## Results and discussion

How much of the energy needed to pull a second electron off B⁺, Al⁺, Ga⁺, C⁺, Si⁺ or Ge⁺ is electron correlation, and how far up the ladder of wave-function methods is it worth climbing to get it in a small basis? The energies themselves average about 20 eV. Hartree-Fock (HF) falls short by about 1 eV on average, and correlating the valence electrons as fully as the basis allows recovers about two thirds of that. The last 0.4 eV does not move between CCSD and CCSD(T).

Ionisation energies of six ground-state ions from PySCF 2.14.0, as differences of total energies: HF and valence-correlated methods (inner shells frozen) on unrestricted determinants, 6-31G(d), non-relativistic, point nucleus. Errors are computed less measured values, which are B⁺ 25.15, Al⁺ 18.83, Ga⁺ 20.52, C⁺ 24.38, Si⁺ 16.35 and Ge⁺ 15.93 eV.

```csv
level,class,mean signed error (eV),mean absolute error (eV),largest error (eV),case of the largest error
MP2 valence,wave function,-0.61,0.61,-1.30,Ga+
SCS-MP2 valence,wave function,-0.54,0.54,-1.17,Ga+
CCSD valence,wave function,-0.38,0.38,-0.98,Ga+
CCSD(T) valence,wave function,-0.38,0.38,-0.98,Ga+
HF,Hartree-Fock,-1.04,1.04,-1.93,Ga+
```

An error is the computed ionisation energy less the measured one, taken from ground level to ground level (NIST values). "Valence" means that only the outer s and p electrons are correlated and all inner shells are frozen. In each row the mean signed error equals minus the mean absolute error, so all six cases come out too low at all five levels. The sign is uniform but the size is not: Ga⁺ gives the largest error in every row, 1.9 times the mean at HF and 2.6 times the mean at CCSD.

### HF: the energy of one electron pair

The six cases are two different processes. B⁺, Al⁺ and Ga⁺ go from s² to s¹, so a closed pair is broken and a single valence electron is left. That electron has no valence partner, so valence correlation lowers the initial ion only, and the whole correlation energy of the s² pair is added to the ionisation energy. HF omits this energy and therefore lies below the exact valence result (full configuration interaction, FCI) in the same basis, as the variational principle requires. The same calculations give this pair energy as 1.60 eV for B⁺, 1.06 eV for Al⁺ and 0.95 eV for Ga⁺.

C⁺, Si⁺ and Ge⁺ go from s²p¹ to s² and keep the pair. Their mean error follows by subtraction: six times the mean of a row, less the three group 13 errors, divided by three, which is good to about ±0.015 eV. It moves from −0.45 eV at HF to −0.33 eV at CCSD, a gain ten times smaller than the mean pair energy of 1.20 eV in group 13. That small mean is largely a cancellation between ions: from HF to CCSD the ionisation energy of C⁺ falls by 0.14 eV, while those of Si⁺ and Ge⁺ rise by 0.20 and 0.24 eV.

Theory offers two reasons why the gain of a single ion can be small or even negative, and neither is tested separately here. Removing the p electron loses its correlation with the s electrons, but it also empties a p orbital into which the s² pair can then scatter, so the product ion gains correlation energy and the two changes offset. The fall for C⁺ means that there the product ion gains more from correlation than the initial ion does. In addition, the unrestricted, non-spherical determinant of an open p shell lies up to some tenths of an eV under a restricted spherical one, so HF already holds part of the lowering of s²p¹. The useful habit is to count pairs before choosing a level: breaking the s² pair made correlation worth 0.95 to 1.60 eV, and keeping it made correlation worth much less, from −0.14 eV for C⁺ to +0.24 eV for Ge⁺.

### MP2: the right pair, too little of it

MP2 removes 41% of the mean HF error, a step of 0.43 eV and the largest on the ladder. For the s² ions it recovers only 57% of the pair energy in B⁺ and 66% in Al⁺ and Ga⁺. These fractions are direct ratios of the MP2 gain over HF to the FCI gain over HF.

The standard cause is the near-degeneracy of s² and p². If s² is coupled to a pair in each of the three p orbitals by an exchange integral K, and the spherical combination of these pairs lies Δ higher, weak coupling lowers s² by 3K²/Δ. MP2 puts 2(εp − εs) in place of Δ, where εs and εp are HF orbital energies. An empty HF orbital feels the repulsion of all the electrons, as an added electron would, so εp is too high for an excitation, the denominator too large and the gain too small. Because s² and p² lie close together, this excess is large beside Δ itself, which is why MP2 loses so much of the pair energy here. This account is argued from theory and not tested here: the runs record no double amplitudes, which would show how strongly p² mixes into s².

SCS-MP2 multiplies opposite-spin pair energies by 1.2 and scales same-spin pairs down. The s² pair has opposite spins, so the SCS gain in group 13 is 1.2 times the MP2 gain by construction, which explains the row and tests nothing. Reaching FCI would need a factor of 1.5 for Al⁺ and Ga⁺ and 1.8 for B⁺. The scaling therefore helps by only 0.07 eV in the mean, and the three group 14 ions all gain slightly less than at MP2.

### A pair-counting model of the rows

These pieces add to a model of the mean signed error of any correlated row:

mean(level) = mean(HF) + (g(B⁺) + g(Al⁺) + g(Ga⁺))/6 + c

Here g is the gain of that level over HF in each s² ion, taken from the calculation, and c is one constant for the three group 14 cases together. It was fitted as the average residual over the four correlated rows, of which CCSD and CCSD(T) coincide, and came out as 0.057 eV. For MP2, which was part of the fit,

−1.04 + (0.907 + 0.701 + 0.630)/6 + 0.057 = −1.04 + 0.373 + 0.057 = −0.61 eV,

against −0.61 eV in the table.

All four residuals are below 0.005 eV, inside the 0.01 eV that rounding allows. Since the gains come from the same runs as the means, the content of the fit is modest: the mean group 14 gain stays near 0.1 eV at each correlated level, and the ranking of those levels by mean error is set by the three s² ions, which supply 91% of the step from HF to CCSD. The constant does not describe the single ions. Between MP2 and CCSD the gain over HF goes from +0.06 to −0.14 eV for C⁺, but from 0.13 to 0.20 eV for Si⁺ and from 0.15 to 0.24 eV for Ge⁺. That the mean hardly moves is an accidental cancellation among these three, so c should not be carried over to other ions. The alternative, that all six cases gain the group 13 fraction of that step, misses MP2 by 0.02 eV. That is only twice the rounding, so the preference for a constant is slight.

### CCSD: exact in the valence, still 0.38 eV low

With two correlated electrons, single and double excitations span the whole space, so CCSD, CCSD(T) and valence FCI are identical for B⁺, Al⁺ and Ga⁺, however large the double amplitudes may be. Only group 14, with three valence electrons in the initial ion, can show a triples term, and there (T) adds only 0.01 to 0.02 eV per ion, too little to move the printed mean. CCSD is not exact for these three ions, and the runs hold no amplitude diagnostic by which to judge how reliable that small triples term is. The data makers' general warning of large double amplitudes comes from tests on other systems, so it is a reason for care and not a finding about these ions. So small a triples term goes with having only two or three valence electrons and is no general evidence about triples.

What remains at valence FCI is 0.09 eV for B⁺, 0.22 eV for Al⁺ and 0.98 eV for Ga⁺. Because the valence problem is solved exactly in this basis, these shortfalls belong to the basis, the frozen core and the non-relativistic Hamiltonian. For Ga⁺ the remainder is 51% of the HF error, so half of that error lies beyond the reach of any row of the table.

Two established effects act on Ga⁺ in the needed direction. The 4s electrons polarise the filled 3d¹⁰ shell, and two of them gain more from this core-valence correlation than one does; here the shell is frozen, and the basis has no f functions with which a d shell polarises. Scalar relativity contracts and stabilises s orbitals, an effect that grows roughly as (Zα)², with Z the nuclear charge and α the fine-structure constant. This factor is 0.05 for Ga, but it is a guide to the growth with Z and not the fractional shift of a screened 4s level. The shares stay undetermined: the remainder relative to the measured energy, divided by (Zα)², falls from 2.6 at B⁺ to 0.9 at Ga⁺, the remainder per frozen core electron varies by a factor of two, and three points cannot apportion effects that add.

Spin-orbit coupling is absent from the computed energies and matters in first order only for group 14, since s² and s¹ have no orbital momentum. The measured value starts from the J = 1/2 level of s²p¹, which lies two thirds of the ²P splitting below the unsplit term, so the calculation comes out low by that amount. The size of this deficit is not estimated in these runs, but the splitting grows steeply with nuclear charge, so Ge⁺ should be affected most.

### Which level for which purpose

For a first orientation within about 5% of the mean ionisation energy, HF serves on average, with a worst case of −1.93 eV. For a mean error under half an electronvolt, CCSD is the lowest level that qualifies, and it still leaves Ga⁺ 0.98 eV low. No row comes near 0.1 eV in the mean, and CCSD is nine times 1 kcal/mol away. These means describe six ions only; Ga⁺ alone carries 43% of the summed CCSD error.

The uniform sign does not make the error a shift that cancels in comparisons down a group. At CCSD the rise from Al⁺ to Ga⁺ is too small by about 0.8 eV, the difference between their errors of 0.98 and 0.22 eV. Valence correlation even widens this gap by 0.1 eV relative to HF, because the pair energy of Al⁺ exceeds that of Ga⁺. A trend that crosses the filling of the 3d shell needs the basis, the core and the Hamiltonian attended to, whatever the valence level.

Formal scaling with system size N runs as N⁴ for HF, N⁵ for MP2 and SCS-MP2, N⁶ for CCSD and N⁷ for (T), so each step up doubles the penalty for doubling the system. SCS costs nothing beyond MP2. For these ions, with at most 32 basis functions, scaling is no obstacle, and CCSD is the natural choice: it gains 0.16 eV over SCS-MP2 on average, while (T) gains nothing visible in the mean. The remaining 0.38 eV is more than twice that last useful step. C⁺ is the exception to the ranking: its error grows from −0.18 eV at HF to −0.32 eV at CCSD and is smallest at MP2, at −0.12 eV. Since MP2 treats correlation less completely than CCSD, that closer agreement is better read as cancelling errors than as a reason to prefer MP2.

Effort beyond CCSD therefore belongs to a larger basis, a scalar-relativistic Hamiltonian, a spin-orbit correction for the s²p¹ ions and an unfrozen outer core. Correlating 3d¹⁰ in Ga⁺ raises the number o of correlated occupied orbitals from 1 to 6, a factor of 36 in the leading CCSD term, which grows as o². That step also calls for f functions and for functions suited to the core region, which add to the cost. How much each of these measures would return is untested here.
